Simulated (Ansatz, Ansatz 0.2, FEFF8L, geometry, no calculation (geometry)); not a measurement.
# Lattice constant of fcc iridium with LDA, PBEsol and PBE, and its trace in simulated Ir L3-edge EXAFS

## Background

Iridium is a nonmagnetic face-centred cubic metal, and its cubic edge fixes every interatomic distance in the crystal. The reference is an edge of 3.838 Å for bulk crystal, quoted as the experimental lattice constant in "Strong-coupling superconductivity of SrIr2 and SrRh2: Phonon engineering of metallic Ir and Rh" (2021, arXiv:2108.03692). The value comes from earlier work; method and temperature are not given with it. We take it to be a room-temperature diffraction result, which is our own reading. No measured EXAFS distance or Fourier-transform peak is compared here, so the simulated EXAFS serves to show how a change in the lattice would appear in such a spectrum, while the verdict rests on the cubic edge.

| compared with | measured | source's wording or label | method |
| --- | --- | --- | --- |
| cell edge a (Å) | 3.838 | experimental lattice constant, quoted | not stated |

Conditions are those given with the value in the passage it was taken from; "not stated" means there, and the paper may say more elsewhere.

## Strategy

We want the cheapest level of theory that gives the cubic edge within 1 %, which is about 0.04 Å. That is the size of error one commonly meets with semilocal functionals in heavy transition metals, so the target can be missed, and it keeps the nearest-neighbour distance good enough to serve as a starting model for an EXAFS fit.

The model is the perfect crystal with one atom in the primitive cell, relaxed without temperature or zero-point motion. For a stiff, heavy metal these two together should lengthen the edge by roughly 0.2 %, so a static calculation ought to come out slightly below a room-temperature value. We begin with the diffraction structure and its simulated EXAFS, then relax the cell with a light setting, and refine mesh, cutoff or functional as the results require.

System: Ir (Iridium); Fm-3m (No. 225), 1 atom in the cell used, edges 2.7149, 2.7149, 2.7149 A, angles 60.00, 60.00, 60.00 deg; cell from a published crystal structure; structure from the Crystallography Open Database.

## 1. The diffraction structure and its EXAFS

Reading the distances from the published diffraction cell costs nothing and gives a second experimental length to hold against the quoted one. The multiple-scattering calculation on the same structure then shows where the first-shell peak falls. Without phase correction we expect it a few tenths of an ångström below the true Ir-Ir distance.

**Run 1.** no calculation (geometry): distances read from the starting cell, no calculation.

Key lines of the input:
```
Fm-3m (No. 225), 1 atoms in the cell used, edges 2.7149, 2.7149, 2.7149 A, angles 60.00, 60.00, 60.00 deg; no input: distances from the coordinates
```

**Run 2.** FEFF8L: EXAFS of the Ir L3 edge on the structure from [distances read from the starting cell, no calculation]: paths to 5.5 A, correlated Debye model at 300 K with an assumed Debye temperature of 220 K, Fourier transform.

Key lines of the input:
```
TITLE Ir L3 edge in Ir
EDGE L3
S02 0.9
CONTROL 1 1 1 1 1 1
PRINT 1 0 0 0 0 3
EXAFS 14
RPATH 5.5
NLEG 4
EXCHANGE 0 0 0
DEBYE 300 220

POTENTIALS
  0  77 Ir
  1  77 Ir

ATOMS
   0.0000    0.0000    0.0000 0 Ir  0.0000
  -1.9197   -1.9197    0.0000 1 Ir  2.7149
  -1.9197    0.0000   -1.9197 1 Ir  2.7149
  -1.9197    0.0000    1.9197 1 Ir  2.7149
  -1.9197    1.9197    0.0000 1 Ir  2.7149
... 50 more atoms
END
```

Command:
```
feff8l_rdinp && feff8l_pot && feff8l_xsph && feff8l_pathfinder && feff8l_genfmt && feff8l_ff2x
```

Selected lines of the output:
```
    path  cw ratio     deg    nleg  reff
      1   100.000    12.000     2   2.7149
      2    25.260     6.000     2   3.8394
```

Converged; 0.7 s on 1 core of Intel Xeon at 2.70GHz, shared host (all steps together).

| quantity | run 1 | run 2 | measured |
| --- | --- | --- | --- |
| cell edge a (Å) | 3.839 | – | 3.838 |
| volume per atom (Å³) | 14.15 | – |  |
| FT peak (Å) | – | 2.43 |  |
| Ir-Ir, nearest pair (Å) | 2.715 | – |  |

The diffraction cell has an edge of 3.839 Å, about 0.001 Å above the quoted value, so the two experimental lengths support each other far more closely than our target requires. They may not be independent.

The first-shell peak of the simulated EXAFS lies at 2.43 Å, while the twelve nearest neighbours are at 2.715 Å. The difference of nearly 0.29 Å comes from the scattering phase shifts and is no contraction of the bond. The single-scattering path at 3.8394 Å is the cubic edge itself, which appears in the spectrum as the second shell.

## 2. PBE on a coarse mesh

The first relaxation uses PBE with a mesh of 9×9×9 points, a light setting for a metal with one atom in the cell. PBE usually makes the 5d metals somewhat too large, so we expect an edge up to about 1 % above the measured one. Whether the mesh is dense enough for the Fermi surface has to be tested afterwards.

**Run 3.** Ansatz 0.2: PBE, cell and atoms relaxed, cutoff 420 eV, mesh 9x9x9, Fermi-Dirac 0.1 eV.

Key lines of the input:
```
crystal:
  lattice:
    - [0.0, 1.9197, 1.9197]
    - [1.9197, 0.0, 1.9197]
    - [1.9197, 1.9197, 0.0]
  atoms:
    - { symbol: Ir, position: [0.0, 0.0, 0.0] }
kpoints:
  mp_grid: { grid: [9, 9, 9] }
scf:
  occupations: { method: fermi_dirac, width: 0.1 }
hamiltonian:
  xc: pbe
  pseudopotentials: { kind: paw }
output:
  forces: true
  stress: true
relax:
  f_tol: 0.01
  max_steps: 60
  cell: {}
```

Command:
```
ansatz run input.yaml --threads 4 --pin off --max-ram 8192MiB --backend cpu --events-out ev --progress --plain --runs-dir out
```

Selected lines of the output:
```
relax step   7: F+E_penalty+E_count = -11935.33984971 eV  max|allowed force component| = 0.000e0 eV/Å  P = +0.002 GPa  Ω = 14.485 Å³  stress off target by 2.13e-3 GPa
  cell:  # Å, volume = 14.4855 Å³
```

Converged; 1.8 s on 4 cores of Arm Neoverse N1, shared host.

| quantity | run 3 | measured | deviation |
| --- | --- | --- | --- |
| cell edge a (Å) | 3.870 | 3.838 | +0.032 (+0.8 %) |
| volume per atom (Å³) | 14.49 |  |  |
| Ir-Ir, nearest pair (Å) | 2.736 |  |  |

PBE on the coarse mesh gives an edge of 3.870 Å, 0.8 % above the measured value and inside the target as it stands. The margin is thin, however. The calculation is static, and the roughly 0.2 % allowed for thermal and zero-point expansion would lengthen the edge further, bringing the excess to about 1 %. Whether PBE passes therefore depends on details that this light setting may not resolve.

## 3. Denser mesh, then higher cutoff

We double the mesh in each direction at the same cutoff, then raise the cutoff to 700 eV on the dense mesh, so that the two effects can be told apart. For a metal with partly filled d bands the mesh is the more obvious suspect. We expect shifts of a few thousandths of an ångström at most, but with so little room even that matters. Both runs should remain cheap for a single atom.

**Run 4.** Ansatz 0.2: PBE, cell and atoms relaxed, cutoff 420 eV, mesh 18x18x18, Fermi-Dirac 0.1 eV.

Key lines of the input, as changed from run 3:
```diff
  kpoints:
-   mp_grid: { grid: [9, 9, 9] }
+   mp_grid: { grid: [18, 18, 18] }
```

Selected lines of the output:
```
relax step   7: F+E_penalty+E_count = -11935.32705031 eV  max|allowed force component| = 0.000e0 eV/Å  P = +0.000 GPa  Ω = 14.507 Å³  stress off target by 1.05e-4 GPa
  cell:  # Å, volume = 14.5069 Å³
```

Converged; 4.6 s on 4 cores of Intel Xeon at 2.70GHz, shared host.

**Run 5.** Ansatz 0.2: PBE, cell and atoms relaxed, cutoff 700 eV, mesh 18x18x18, Fermi-Dirac 0.1 eV.

Key lines of the input, as changed from run 4:
```diff
+ basis:
+   ecutwfc: 700
```

Selected lines of the output:
```
relax step   5: F+E_penalty+E_count = -11935.33000071 eV  max|allowed force component| = 0.000e0 eV/Å  P = -0.037 GPa  Ω = 14.507 Å³  stress off target by 3.75e-2 GPa
  cell:  # Å, volume = 14.5065 Å³
```

Converged; 4.2 s on the same hardware.

| quantity | run 4 | run 5 | measured |
| --- | --- | --- | --- |
| cell edge a (Å) | 3.871 | 3.871 | 3.838 |
| volume per atom (Å³) | 14.51 | 14.51 |  |
| Ir-Ir, nearest pair (Å) | 2.738 | 2.738 |  |

Doubling the mesh lengthens the PBE edge by about 0.002 Å, to 3.871 Å. Raising the cutoff to 700 eV then leaves it unchanged within what the relaxations resolve. The excess over experiment, 0.9 %, therefore belongs neither to the mesh we started with nor to the plane-wave cutoff.

The static PBE edge is inside the target, but adding the expansion of roughly 0.2 % takes it to about 1.1 %, just outside. That is too close to the limit for PBE to serve as the answer, and finer settings of the same functional will not change this.

## 4. LDA and PBEsol at the same settings

The next thing to change is the functional. LDA and PBEsol need no costlier ingredients than PBE, so we run both with the dense mesh and the 420 eV cutoff. LDA tends to bind too strongly and should give an edge somewhat below the measured one. PBEsol, whose gradient correction is designed for the lattice constants of solids, should fall between LDA and PBE. An edge slightly short of 3.838 Å would be the right static result, since thermal and zero-point expansion are still to be added.

**Run 6.** Ansatz 0.2: LDA, cell and atoms relaxed, cutoff 420 eV, mesh 18x18x18, Fermi-Dirac 0.1 eV.

Key lines of the input, as changed from run 4:
```diff
  hamiltonian:
-   xc: pbe
+   xc: lda
```

Selected lines of the output:
```
relax step   5: F+E_penalty+E_count = -11663.41029099 eV  max|allowed force component| = 0.000e0 eV/Å  P = +0.044 GPa  Ω = 13.844 Å³  stress off target by 4.44e-2 GPa
  cell:  # Å, volume = 13.8437 Å³
```

Converged; 3.5 s on the same hardware.

**Run 7.** Ansatz 0.2: PBEsol, cell and atoms relaxed, cutoff 420 eV, mesh 18x18x18, Fermi-Dirac 0.1 eV.

Key lines of the input, as changed from run 4:
```diff
  hamiltonian:
-   xc: pbe
+   xc: pbesol
  output:
+   write_density: true
+   write_potential: true
+   elf: true
+   volumetric_format: npy
```

Selected lines of the output:
```
relax step   5: F+E_penalty+E_count = -11799.05143805 eV  max|allowed force component| = 0.000e0 eV/Å  P = +0.007 GPa  Ω = 14.057 Å³  stress off target by 7.16e-3 GPa
  cell:  # Å, volume = 14.0567 Å³
```

Converged; 4 s on the same hardware.

| quantity | run 6 | run 7 | measured |
| --- | --- | --- | --- |
| cell edge a (Å) | 3.812 | 3.831 | 3.838 |
| volume per atom (Å³) | 13.84 | 14.06 |  |
| Ir-Ir, nearest pair (Å) | 2.695 | 2.709 |  |

Both functionals meet the target, with and without the allowance for expansion. LDA gives 3.812 Å, 0.7 % short of the measured edge, and about 0.5 % short once the expansion is added. PBEsol gives 3.831 Å, only 0.007 Å short, and the expansion is about enough to close that gap. So close an agreement goes beyond what our rough allowance can test, but PBEsol has far more room inside the target than PBE.

The order LDA, PBEsol, PBE is the one we anticipated. The three runs took about the same time, so cost gives no reason to prefer LDA.

## 5. Spin-orbit coupling in PBE

All relaxations so far leave out spin-orbit coupling, which is strong in the 5d states of iridium. In a metal with broad d bands it should hardly alter the equilibrium volume, and we expect a change in the edge of a few thousandths of an ångström. We test this with PBE, where the scalar-relativistic result lies so near the limit that even a small shift is of interest. For PBEsol the outcome can only be a guide to the size of the effect.

**Run 8.** Ansatz 0.2: PBE, cell and atoms relaxed, spin-orbit coupling, cutoff 420 eV, mesh 18x18x18, Fermi-Dirac 0.1 eV.

Key lines of the input, as changed from run 4:
```diff
  hamiltonian:
-   pseudopotentials: { kind: paw }
+   pseudopotentials: { kind: paw_fr }
+ magnetization:
+   noncollinear: true
+   spin_orbit: true
```

Selected lines of the output:
```
relax step   7: F+E_penalty+E_count = -11967.19335993 eV  max|allowed force component| = 0.000e0 eV/Å  P = +0.000 GPa  Ω = 14.539 Å³  stress off target by 2.05e-4 GPa
  cell:  # Å, volume = 14.5386 Å³
```

Converged; 14 s on the same hardware.

| quantity | run 8 | measured | deviation |
| --- | --- | --- | --- |
| cell edge a (Å) | 3.874 | 3.838 | +0.036 (+0.9 %) |
| volume per atom (Å³) | 14.54 |  |  |
| Ir-Ir, nearest pair (Å) | 2.740 |  |  |

With spin-orbit coupling the PBE edge is 3.874 Å, about 0.003 Å longer than without it. The fully relativistic run also uses a different PAW data set, so this small shift combines the two changes. It moves PBE slightly further from experiment and does not explain its excess.

A shift of this size would matter little for PBEsol, which has several times that much room on either side, though we have tested it only with PBE. The run took about three times as long as the scalar-relativistic one, and for the lattice constant that expense is not needed.

## 6. The PBE lattice seen in EXAFS

It remains to see what an error in the lattice does to the spectrum. We repeat the EXAFS simulation on the scalar-relativistic PBE structure, whose nearest neighbours are 0.023 Å further away than in the diffraction cell. With the same scatterers and the same assumed Debye temperature, the first-shell peak should move outwards by about that amount. The simulation takes little time, and PBE, with the largest deviation found here, gives the clearest shift.

**Run 9.** FEFF8L: EXAFS of the Ir L3 edge on the structure from [PBE, PAW set soft_2, cell and atoms relaxed, cutoff 420 eV, mesh 18x18x18, Fermi-Dirac 0.1 eV]: paths to 5.5 A, correlated Debye model at 300 K with an assumed Debye temperature of 220 K, Fourier transform.

Key lines of the input:
```
TITLE Ir L3 edge in Ir
EDGE L3
S02 0.9
CONTROL 1 1 1 1 1 1
PRINT 1 0 0 0 0 3
EXAFS 14
RPATH 5.5
NLEG 4
EXCHANGE 0 0 0
DEBYE 300 220

POTENTIALS
  0  77 Ir
  1  77 Ir

ATOMS
   0.0000    0.0000    0.0000 0 Ir  0.0000
  -1.9357   -1.9357    0.0000 1 Ir  2.7376
  -1.9357    0.0000   -1.9357 1 Ir  2.7376
  -1.9357    0.0000    1.9357 1 Ir  2.7376
  -1.9357    1.9357    0.0000 1 Ir  2.7376
... 50 more atoms
END
```

Selected lines of the output:
```
    path  cw ratio     deg    nleg  reff
      1   100.000    12.000     2   2.7375
      2    25.198     6.000     2   3.8715
```

Converged; 1 s on 1 core of Intel Xeon at 2.70GHz, shared host (all steps together).

| quantity | run 9 |
| --- | --- |
| FT peak (Å) | 2.452 |

The first-shell peak moves from 2.43 Å to 2.452 Å, an outward shift of about 0.02 Å that matches the lengthening of the nearest-neighbour distance. The offset between peak and bond length stays at nearly 0.29 Å, so over this small range the phase shifts act as a constant and the peak follows the lattice.

The error of PBE in the cubic edge would thus appear in the spectrum as a small displacement of the first shell, more than ten times smaller than the phase offset. Reading the uncorrected peak as a bond length would be a far worse mistake than starting a fit from the PBE structure. This compares two simulations with the same assumed Debye temperature and does not test either against a measured spectrum.

## Results at a glance

| run | settings | cell edge a (Å) | deviation | cost |
| --- | --- | --- | --- | --- |
| 1 | no calculation (geometry): distances read from the starting cell, no calculation | 3.839 |  | – |
| 2 | FEFF8L: EXAFS of the Ir L3 edge on the structure from [distances read from the starting cell, no calculation]: paths to 5.5 A, Fourier transform | – |  | under 1 core-min |
| 3 | Ansatz: PBE, cell and atoms relaxed, cutoff 420 eV, mesh 9x9x9, Fermi-Dirac 0.1 eV | 3.870 | +0.032 (+0.8 %) | under 1 core-min |
| 4 | Ansatz: PBE, cell and atoms relaxed, cutoff 420 eV, mesh 18x18x18, Fermi-Dirac 0.1 eV | 3.871 | +0.033 (+0.9 %) | under 1 core-min |
| 5 | Ansatz: PBE, cell and atoms relaxed, cutoff 700 eV, mesh 18x18x18, Fermi-Dirac 0.1 eV | 3.871 | +0.033 (+0.9 %) | under 1 core-min |
| 6 | Ansatz: LDA, cell and atoms relaxed, cutoff 420 eV, mesh 18x18x18, Fermi-Dirac 0.1 eV | 3.812 | −0.026 (−0.7 %) | under 1 core-min |
| 7 | Ansatz: PBEsol, cell and atoms relaxed, cutoff 420 eV, mesh 18x18x18, Fermi-Dirac 0.1 eV | 3.831 | −0.007 (−0.2 %) | under 1 core-min |
| 8 | Ansatz: PBE, cell and atoms relaxed, spin-orbit coupling, cutoff 420 eV, mesh 18x18x18, Fermi-Dirac 0.1 eV | 3.874 | +0.036 (+0.9 %) | under 1 core-min |
| 9 | FEFF8L: EXAFS of the Ir L3 edge on the structure from [PBE, PAW set soft_2, cell and atoms relaxed, cutoff 420 eV, mesh 18x18x18, Fermi-Dirac 0.1 eV]: paths to 5.5 A, Fourier transform | – |  | under 1 core-min |
|  | measured | 3.838 |  |  |

## How well does the simulation do?

PBEsol meets the target. Its cubic edge of 3.831 Å is 0.2 % below the measured 3.838 Å, at a cost of under one core-minute. LDA also passes, 0.7 % short, for about the same effort, so cost does not decide between them.

PBE is inside the limit as a static result, with an excess of 0.9 % on the dense mesh. Thermal and zero-point expansion would lengthen its edge further, and whether it then stays within 1 % depends on the exact size of that expansion, which we did not calculate. PBE thus meets the target as computed, but with no safe margin for that expansion.

The change of functional was the step that mattered. The denser mesh moved the PBE edge by only 0.002 Å, and the higher cutoff did not move it noticeably. Spin-orbit coupling, together with its different PAW data set, added about 0.003 Å. None of these accounts for the PBE excess, which fits the functional's usual tendency to make 5d metals too large.

The small shortfall of PBEsol has the sign and rough size of the missing expansion, so the agreement is physically reasonable. Some cancellation of errors within the functional cannot be excluded. Mesh, cutoff and spin-orbit coupling were tested with PBE only, and the PBEsol result has no convergence check of its own. The reference is a quoted value without method or temperature, but the diffraction cell agrees with it to about 0.001 Å.

The EXAFS simulations show that the first-shell peak follows the lattice, at nearly 0.29 Å below the true distance. They were not compared with a measured spectrum, so the verdict concerns the lattice constant alone.

[Logs are printed without paths, hosts, clocks, repeated set-up lines and the standing remarks that a program may print on its own settings, such as how far it seeks lower states.]

[The runs shown are a pick from a larger set of finished runs; failed, doubtful and other runs were left out of it ahead of writing. So were measured values far from every level or from commonly accepted values, and agreement can look better than it is. Lines of input and output are excerpts and may be shortened.]
